# Solution key: elastic versus zone-boundary instability of the T1[110] branch in a bcc metal

**Conventions.** The crystal is bcc with cubic parameter $a$, atomic mass $M$ and zero stress. For a wave vector $\mathbf q=(2\pi/a)(\xi,\xi,0)$ every (110) plane moves rigidly. The planes are spaced $d=a/\sqrt2$, so the phase step between planes is $\theta=qd=2\pi\xi$, and the N point, $\xi=1/2$, is $\theta=\pi$. The mirror planes $(1\bar10)$ and $(001)$ contain $\mathbf q$ and separate the polarisations $[110]$, $[1\bar10]$ and $[001]$. We keep T1, the one along $[1\bar10]$. Plane $n$ slides by $u_n$, and $K_p$ is the interplanar force constant per atom between planes $p$ apart, in N/m, with harmonic energy per atom-column

$$E=\tfrac12\sum_n\sum_p K_p\,(u_{n+p}-u_n)^2 .$$

A $K_p$ is a second derivative of the energy and may have either sign. Frequencies are $\nu=\omega/2\pi$ in THz, and an imaginary $\nu$ marks an unstable mode.

## Part (a). Find the smallest cell that contains both instabilities, with $K_1$ and $K_2$ only

**Solution.** Take a cell of two planes, repeat it periodically, and let its shape change. Its state is fixed by two relative slips, $x_1=u_1-u_0$ and $x_2=u_2-u_1$. The cell holds two first-neighbour springs, stretched by $x_1$ and $x_2$, and two second-neighbour springs, each stretched by $x_1+x_2$:

$$E_{\rm cell}=\tfrac12K_1(x_1^2+x_2^2)+K_2(x_1+x_2)^2,\qquad
H_2=\begin{pmatrix}K_1+2K_2&2K_2\\2K_2&K_1+2K_2\end{pmatrix}.$$

The Hessian $H_2$ has two eigenpairs.

- $(1,1)/\sqrt2$ with eigenvalue $k_0=K_1+4K_2$. All slips are equal, $x_1=x_2=\gamma d$, which is a homogeneous shear $\gamma$.
- $(1,-1)/\sqrt2$ with eigenvalue $k_N=K_1$. The slips alternate, $u_n=(-1)^n s$ and $x=\pm2s$, which is the N-point shuffle. Second-neighbour planes move together, so $K_2$ drops out.

With $x_{1,2}=\gamma d\pm2s$ the energy per atom is

$$\frac{E_{\rm cell}}{2}=\tfrac12\,(K_1+4K_2)\,(\gamma d)^2+2K_1s^2 .$$

No term in $\gamma s$ appears, because a translation by one plane reverses $s$ and leaves $\gamma$ unchanged. The cell is stable if and only if $K_1+4K_2>0$ and $K_1>0$. The conditions are independent: for $K_1<0$ any $K_2>|K_1|/4$ satisfies the first and violates the second. A one-plane cell has the single variable $\gamma$ and sees only the first condition.

## Part (b). Relate $k_0$ and $k_N$ to $C'$ and to the N-point frequency

**Solution.** The shear displaces a point $\mathbf r$ by $\gamma(\hat{\mathbf n}\cdot\mathbf r)\,\hat{\mathbf t}$ with $\hat{\mathbf n}=[110]/\sqrt2$ and $\hat{\mathbf t}=[1\bar10]/\sqrt2$. The symmetric strain has $\varepsilon_{xx}=\gamma/2$, $\varepsilon_{yy}=-\gamma/2$ and no other component. The cubic energy density is then $\tfrac14C_{11}\gamma^2-\tfrac14C_{12}\gamma^2=\tfrac12C'\gamma^2$ with $C'=(C_{11}-C_{12})/2$. Multiplying by the atomic volume $a^3/2$ and equating to $\tfrac12k_0\gamma^2d^2=\tfrac14k_0\gamma^2a^2$ gives

$$k_0=C'a .$$

For the shuffle the energy per atom is $\tfrac12M\dot s^2+2k_Ns^2$, hence

$$M\omega_N^2=4k_N,\qquad k_N=\kappa\,\nu_N^2,\qquad \kappa=\pi^2M .$$

Under a hydrostatic pressure the same relations hold with the springs evaluated at the compressed volume and with $C'$ read as the stress-strain coefficient of the loaded crystal.

## Part (c). Show that the two-plane cell decides the stability of the infinite chain

**Solution.** The equation of motion is $M\ddot u_n=\sum_pK_p(u_{n+p}+u_{n-p}-2u_n)$. With $u_n\propto e^{i(n\theta-\omega t)}$,

$$M\omega^2=2K_1(1-\cos\theta)+2K_2(1-\cos2\theta)=4\sin^2\!\tfrac\theta2\,\Big[K_1+4K_2\cos^2\!\tfrac\theta2\Big],$$

where $1-\cos2\theta=2\sin^2\theta=8\sin^2\frac\theta2\cos^2\frac\theta2$ was used. Put $c=\cos^2(\theta/2)$, which runs from 1 at Γ to 0 at N. The prefactor is positive for $0<\theta\le\pi$, so the sign of $\omega^2$ is the sign of the bracket

$$B(c)=K_1+4K_2c=k_0\,c+k_N\,(1-c).$$

The bracket is a weighted mean of the two eigenvalues of $H_2$. If both are positive, every mode is stable. If $k_N\le0$, the N mode fails. If $k_0<0$, the bracket is negative near $c=1$ and the long waves fail, consistent with $M\omega^2\to k_0\theta^2$ and a sound speed given by $\rho v^2=C'$, $\rho=2M/a^3$.

One marginal case needs care, because $c=1$ is the rigid translation and is no phonon. For $k_0=0$ and $K_1>0$ one finds $M\omega^2=4K_1\sin^4(\theta/2)$, which is positive at every $q\neq0$ although the shear costs nothing at second order. The exact statement is therefore: $\omega^2>0$ for all $q\ne0$ if and only if $K_1>0$ and $K_1+4K_2\ge0$. Stability against phonons and homogeneous shear together needs both inequalities strict.

When $k_0$ and $k_N$ have opposite signs, the branch changes sign once, at

$$\sin^2(\pi\xi_0)=\frac{k_0}{k_0-k_N}.$$

## Part (d). Numbers

**Inputs.** For Zr take the approximate values $M=91.22$ u and $a=3.60$ Å, so that $d=2.546$ Å, $\rho=6.49$ g/cm³ and $\kappa=1.495$ N/m per THz². For W, a bcc contact and wiring metal with the same plane geometry, take $M=183.84$ u and $a=3.165$ Å, so that $\kappa=3.013$ N/m per THz². Each case is defined by two given inputs, $C'$ and $\nu_N$, from which $K_1=\kappa\nu_N^2$ and $K_2=(C'a-K_1)/4$. Two inputs fix two springs, so the model reproduces them by construction and tests neither. Unrounded values are carried between steps.

Case A uses $C'=6$ GPa and $\nu_N=1.0$ THz, chosen as typical of hot bcc Zr, where the springs are effective, thermally averaged ones. Case D uses $C'=-5$ GPa and $\nu_N=2.5i$ THz, chosen as typical in size of static-lattice calculations. Cases B and C are illustrative and exchange one input each. The W row uses approximate values.

| Case | $C'$ (GPa) | $\nu_N$ (THz) | $k_0$ (N/m) | $K_1$ (N/m) | $K_2$ (N/m) | $\nu(\xi=\frac14)$ (THz) | Unstable range |
|---|---|---|---|---|---|---|---|
| A | 6 | 1.0 | 2.16 | 1.495 | 0.166 | 0.78 | none |
| B | 6 | 2.5$i$ | 2.16 | −9.34 | 2.88 | 1.10$i$ | $\xi>0.14$ |
| C | −5 | 1.0 | −1.80 | 1.495 | −0.824 | 0.23$i$ | $\xi<0.26$ |
| D | −5 | 2.5$i$ | −1.80 | −9.34 | 1.89 | 1.37$i$ | all |
| W | 160 | 4.4 | 50.6 | 58.3 | −1.92 | 3.01 | none |

The mid-zone column follows from $c=\frac12$: $\nu^2=(k_0+k_N)/4\kappa$.

**Case B is the counterexample.** Its $C'$ equals that of case A, so the two share the sound speed $v=\sqrt{C'/\rho}=0.96$ km/s and cannot be told apart by this elastic constant. In B, however, $\sin^2(\pi\xi_0)=0.188$ and $\xi_0=0.14$. With $\sigma=\sin^2(\pi\xi)$ the branch is $\kappa\nu^2=\sigma[k_0-(k_0-k_N)\sigma]$. It rises to $\kappa\nu^2=k_0^2/4(k_0-k_N)$, which is 0.26 THz at $\xi=0.10$, returns to zero at $\xi_0$ and is imaginary from there to N.

The energies of part (a) show the same thing. Give every first-neighbour spring a slip of magnitude 0.10 Å. As a shear, $\gamma=0.039$, this costs $\frac12k_0x^2=+0.67$ meV/atom. As a shuffle, $s=0.05$ Å, it changes the energy by $2K_1s^2=-2.9$ meV/atom. The mirror $(1\bar10)$ makes the energy even in $s$, so the first neglected term is quartic. For a double well with its minimum at $s_0$ that term is the fraction $s^2/2s_0^2$ of the harmonic one, about 3 per cent for an assumed $s_0=0.2$ Å.

**The W row** shows that a negative spring is harmless by itself: $K_2<0$, yet both eigenvalues of $H_2$ are large and positive.

## Part (e). Add $K_3$ and find the smallest cell with an intermediate-$q$ instability

**Solution.** Since $\sin(3\theta/2)/\sin(\theta/2)=4c-1$, the bracket becomes

$$B(c)=K_1+4K_2c+K_3(4c-1)^2,$$

with end values $k_0=K_1+4K_2+9K_3=C'a$ and $k_N=K_1+K_3=\kappa\nu_N^2$. Eliminating $K_1=k_N-K_3$ and $K_2=(k_0-k_N-8K_3)/4$ gives

$$B(c)=k_0c+k_N(1-c)-16K_3\,c(1-c).$$

The last term vanishes at both ends, so neither $C'$ nor $\nu_N$ reveals it. For $K_3\le0$ it is non-negative and the two end conditions remain sufficient. For $K_3>0$ and positive ends, $B<0$ somewhere if $16K_3>k_0/(1-c)+k_N/c$ for some $c$. The right side is least where $c/(1-c)=\sqrt{k_N/k_0}$, which yields

$$K_3^{\rm c}=\frac{\big(\sqrt{k_0}+\sqrt{k_N}\big)^2}{16},\qquad c^*=\frac{\sqrt{k_N}}{\sqrt{k_0}+\sqrt{k_N}} .$$

A cell of $L$ planes carries $\xi=j/L$. The N point needs even $L$, and $L=2$ has no interior point, so the smallest cell with all three tests has four planes. With cyclic slips $x_1,\dots,x_4$,

$$E_{\rm cell}=\tfrac12\sum_{i=1}^4\Big[K_1x_i^2+K_2(x_i+x_{i+1})^2+K_3(x_i+x_{i+1}+x_{i+2})^2\Big].$$

Each slip occurs in two pairs and three triples, and any two slips share two triples. The Hessian is circulant with first row

$$\big(K_1+2K_2+3K_3,\;\;K_2+2K_3,\;\;2K_3,\;\;K_2+2K_3\big).$$

Its eigenvalues are $k_0$ for $(1,1,1,1)$, $k_N$ for $(1,-1,1,-1)$, and twice

$$k_{1/4}=K_1+2K_2+K_3=\tfrac12(k_0+k_N)-4K_3$$

for $(1,0,-1,0)$ and $(0,1,0,-1)$. These are $B(1)$, $B(0)$ and $B(\frac12)$.

**Numbers on the ends of case A.** The chain first fails at $K_3^{\rm c}=0.453$ N/m, with $c^*=0.454$ and $\xi^*=0.265$. The four-plane cell fails at $K_3=(k_0+k_N)/8=0.457$ N/m, slightly later because $\xi=\frac14$ is not exactly $\xi^*$. For the illustrative choice $K_3=0.60$ N/m the other springs are $K_1=0.895$ and $K_2=-1.034$ N/m. Then $k_{1/4}=-0.573$ N/m, $\nu^2=k_{1/4}/2\kappa$ gives $\nu(\frac14)=0.44i$ THz, and the roots of $B$ bound the unstable window $0.18<\xi<0.35$. Throughout, $C'=6$ GPa and $\nu_N=1.0$ THz are unchanged and both look stable. On the ends of the W row the threshold is $K_3^{\rm c}=13.6$ N/m.

**Size of the neglected spring in part (d).** In the Zr cases $k_0$ is small, so a modest $K_3$ matters. On the ends of case B, $K_3=+0.5$ N/m moves $\xi_0$ from 0.14 to 0.11, and $K_3=-0.5$ N/m moves it to 0.20. The signs at Γ and N are independent of this, while the interior of the branch is known only to that extent.

## Part (f). Compare with the general statement

**Solution.** For springs out to range $P$,

$$M\omega^2=4\sin^2\!\tfrac\theta2\;B,\qquad B=\sum_{p=1}^{P}K_p\left[\frac{\sin(p\theta/2)}{\sin(\theta/2)}\right]^2 ,$$

and $B$ is a polynomial in $c$ of degree $P-1$. Its Γ value is $\sum_pp^2K_p=C'a$, and its N value is the sum of the odd-$p$ springs. The hierarchy follows from the degree.

| Range $P$ | $B(c)$ | Sufficient tests | Smallest cell |
|---|---|---|---|
| 1 | constant | elastic alone | one plane |
| 2 | linear | elastic and zone boundary | two planes |
| 3 | quadratic | both ends and $K_3<K_3^{\rm c}$ | four planes show all three types |

The Born criteria for a stress-free cubic crystal, $C_{11}-C_{12}>0$, $C_{44}>0$ and $C_{11}+2C_{12}>0$, express stability against homogeneous strain. On this branch they supply the single value $B(1)>0$. Harmonic stability requires in addition $\omega^2>0$ on all branches at all $\mathbf q\neq0$. The elastic conditions are thus necessary, and case B proves by example that they are insufficient. For $P=2$ the two-plane cell is exact, whereas for $P=3$ the four-plane cell samples one interior point and the exact threshold is $K_3^{\rm c}$.

The chain covers one polarisation along one line of the zone. A negative $B$ proves the crystal harmonically unstable, and a positive $B$ clears only this branch. In bcc Zr the T1 shuffle at N is the displacement which, together with a homogeneous strain, turns the (110) planes into the basal planes of hcp on the Burgers path. The same metal typically has a second soft mode, longitudinal at $\frac23(1,1,1)\,2\pi/a$, linked to the ω phase. For the chain of (111) planes, spaced $a/2\sqrt3$, that wave vector has $\theta=2\pi/3$ and $c=\frac14$, an interior point where the three-spring bracket reduces to $K_1+K_2$.

All results above are the model's, and they rest on the chosen inputs. As typical knowledge, static-lattice calculations place $C'$ of bcc Zr within several GPa of zero and often slightly below it. The positive $C'$ of case B was chosen to isolate the zone-boundary failure, and it probably overstates the shear stiffness of the static crystal, which lies between B and D. Across that range the model's N-point eigenvalue stays at $-9.34$ N/m while $k_0$ moves only from $+2.16$ to $-1.80$ N/m, so the shuffle is the strongly unstable coordinate whichever sign $C'$ takes.